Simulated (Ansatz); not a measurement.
# Abstraction of F: SiH2(CH3)F + C2H3Si → SiH2(CH3) + C2H3FSi

Gas-phase species: SiH2(CH3)F, singlet; C2H3Si `C#C[SiH2]`, doublet; SiH2(CH3), doublet; C2H3FSi `C#C[SiH2]F`, singlet. A radical takes F: the energy is the difference in strength between two Si–F bonds in different surroundings.

Shapes, held fixed at every level: PBE0-D4/def2-TZVP. Programs: Ansatz 0.2.0. The zero-point and thermal change to 298 K, harmonic and unscaled (PBE0-D4/def2-TZVP), is +0.7 kJ/mol.

```tsv
level	kind	ΔH(298 K) (kJ/mol)	less CCSD(T)/CBS estimate
MP2/def2-SVP	perturbation theory	-7.7	-18.4
MP2/def2-TZVPP	perturbation theory	-6.6	-17.3
SPW92/def2-TZVPP	LDA	+19.8	+9.1
B3LYP-D4/def2-TZVPP	global hybrid	+15.2	+4.5
r2SCAN0-D4/def2-TZVPP	global hybrid	+15.5	+4.8
wB97X-V/def2-TZVPP	range-separated hybrid	+13.0	+2.3
CCSD/def2-TZVPP	coupled cluster or CI	+10.4	-0.3
CCSD(T)/CBS estimate	coupled cluster or CI	+10.7	0.0
```

The highest level, CCSD(T)/CBS estimate, gives ΔH(298 K) = +10.7 kJ/mol; the levels span -7.7 to +19.8. They disagree on the sign: 6 of 8 are positive. The column of differences is taken from that level and isn't an error. No measured value is set beside it here. Spin contamination: C2H3Si (⟨S²⟩ up to 0.85). Open shells run unrestricted. The CBS estimate extrapolates MP2 from def2-TZVPP and def2-QZVPP and adds CCSD(T) − MP2 in the triple-zeta set, cores frozen.

Fluorine transfer to the ethynylsilyl radical is modestly endothermic at the coupled-cluster levels, so the Si–F bond is stronger beside methyl than beside ethynyl. Two substituent effects probably work together here. In the radical, the unpaired electron on silicon can delocalise into the adjacent π system, as in propargyl but less effectively because of the longer Si–C bond and poorer overlap, and this stabilisation is lost when fluorine binds. In the fluorides, the electron-withdrawing sp carbon does less than methyl to support a silicon centre already made positive by fluorine.

Both MP2 rows give the opposite sign, and enlarging the basis barely moves them, whereas CCSD in the same triple-zeta set already lies close to the best estimate. The MP2 error has the direction expected if perturbation theory on a spin-contaminated reference places the ethynylsilyl radical too high in energy. The two MP2 values are therefore weak evidence against an endothermic reaction. The reaction enthalpy alone can't apportion the preference between radical stabilisation and bonding in the fluorides.
